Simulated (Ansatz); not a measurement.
Ca: energy above lowest point against volume scale

Results calculated with Ansatz 0.2.0, not measured. Free energy against uniform scaling of the volume at fixed shape and fractions; periodic cell, basis, potentials, k mesh and filling as listed.

The cell before it is scaled or strained (space group Cmcm, No. 63):
```
cell vectors (Å)
   1.9778    -3.4068     0.0000
   1.9778     3.4068     0.0000
   0.0000     0.0000     6.5307
atoms (fractions of the cell vectors)
Ca  0.83559  0.16441  0.25000
Ca  0.16441  0.83559  0.75000
```

Settings of every row: functional PBEsol; dispersion none; accuracy medium; potentials PAW; wave cutoff 476.2 eV; density cutoff 2857.2 eV; k mesh 9x9x5; k shift 0x0x0; occupations gaussian; smearing width 0.15 eV; spin none.

Limits: coarse k mesh, up to 40 meV an atom off; minimum outside the range; the cell comes from a prototype or a list of computed structures and needn't be the stable phase.

```csv
row,volume scale,V (Å³/atom),energy above lowest point (meV/atom)
1,0.9406,41.39,0
2,0.9703,42.697,4.2
3,1,44.004,?
4,1.0297,45.311,23.7
5,1.0594,46.617,38.2
```

Question: what energy above lowest point should row 3 give?

Worked fit of energy above lowest point. Take u = (V_r/V)^(2/3) − 1 with V_r = 44.004 Å³ an atom, which is twice the finite (Eulerian) strain; such expansions in the strain, on which the Birch-Murnaghan equation of state is built, carry the rest volume and the bulk modulus. The shown rows have u = 0.04167, 0.0203, -0.01932, -0.03773. Least squares give energy above lowest point = 12.25 − 499.9 × u + 4956 × u² meV/atom; a straight line predicts inner rows, each left out in turn, worse (root mean square 4.5 against 0.14 meV/atom). The rows lie off it by 0.0, 0.1, -0.1, 0.0. The withheld row has u = 0, so the fit gives 12.25 − 499.9 × (0) + 4956 × (0)² = 12.2 meV/atom.

The calculation gave 12.3 meV/atom. The fit lies 0.1 meV/atom (0.26 % of the column's range) below it, one unit of the last digit.
